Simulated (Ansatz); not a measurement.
Strength of the Ge–H bond: GeH3(CN) → GeH2(CN) + H

Species: GeH3(CN), singlet; GeH2(CN), doublet; H atom, doublet. 

Shapes, held fixed at every level: PBE0-D4/def2-TZVP. Programs: Ansatz 0.2.0. The zero-point and thermal change to 298 K, harmonic and unscaled (PBE0-D4/def2-TZVP), is -18.6 kJ/mol.

Estimate ΔH(298 K) of this reaction.

The highest level, CCSD(T)/def2-TZVPP, gives ΔH(298 K) = +356.9 kJ/mol; the levels span +272.1 to +356.9. The column of differences is taken from that level and isn't an error. Hartree–Fock misses the correlation of the pair that is broken and comes out low. No measured value is set beside it here. Spin contamination: GeH2(CN) (⟨S²⟩ up to 0.80). Open shells run unrestricted. Relativity is left out for Ge. Outer-core shells of Ge are correlated in most correlated rows, in sets that cover them unevenly. Times are processor times on shared x86 and Arm servers, and rough.

| level | kind | ΔH(298 K) (kJ/mol) | less CCSD(T)/def2-TZVPP | CPU time (sum over the molecules) |
| --- | --- | --- | --- | --- |
| HF/def2-TZVPP | Hartree–Fock | +272.1 | -84.8 | – |
| r2SCAN-D4/def2-TZVPP | meta-GGA | +341.5 | -15.4 | 19 s |
| PBE0-D4/def2-TZVPP | global hybrid | +341.0 | -15.9 | 9.3 s |
| wB97M-V/def2-TZVPP | range-separated hybrid | +353.4 | -3.5 | 35 s |
| CCSD(T)/def2-SVP | coupled cluster or CI | +344.0 | -12.9 | 17 s |
| CCSD/def2-TZVPP | coupled cluster or CI | +355.9 | -1.0 | – |
| CCSD(T)/def2-TZVPP | coupled cluster or CI | +356.9 | 0.0 | 2.6 min |

Homolysis of the Ge–H bond costs +356.9 kJ/mol at the highest level, and almost all of the correlation contribution is already recovered with single and double excitations. Triples add only 1.0 kJ/mol, as expected when one localised σ pair is split into a hydrogen atom, which has no correlation energy of its own, and a radical whose unpaired electron sits mainly in a germanium-centred orbital. The basis matters far more: going from def2-SVP to def2-TZVPP raises the CCSD(T) value by 12.9 kJ/mol, probably because the smaller set describes the correlation of the intact bond less completely than that of the fragments. The remaining basis error may therefore exceed the triples contribution.

r2SCAN-D4 and PBE0-D4 nearly coincide despite their different exchange treatments, yet both lie well below wB97M-V and coupled cluster, so their mutual agreement is no sign of accuracy. Whether the cyano group strengthens or weakens the bond remains open without the same reaction for germane.
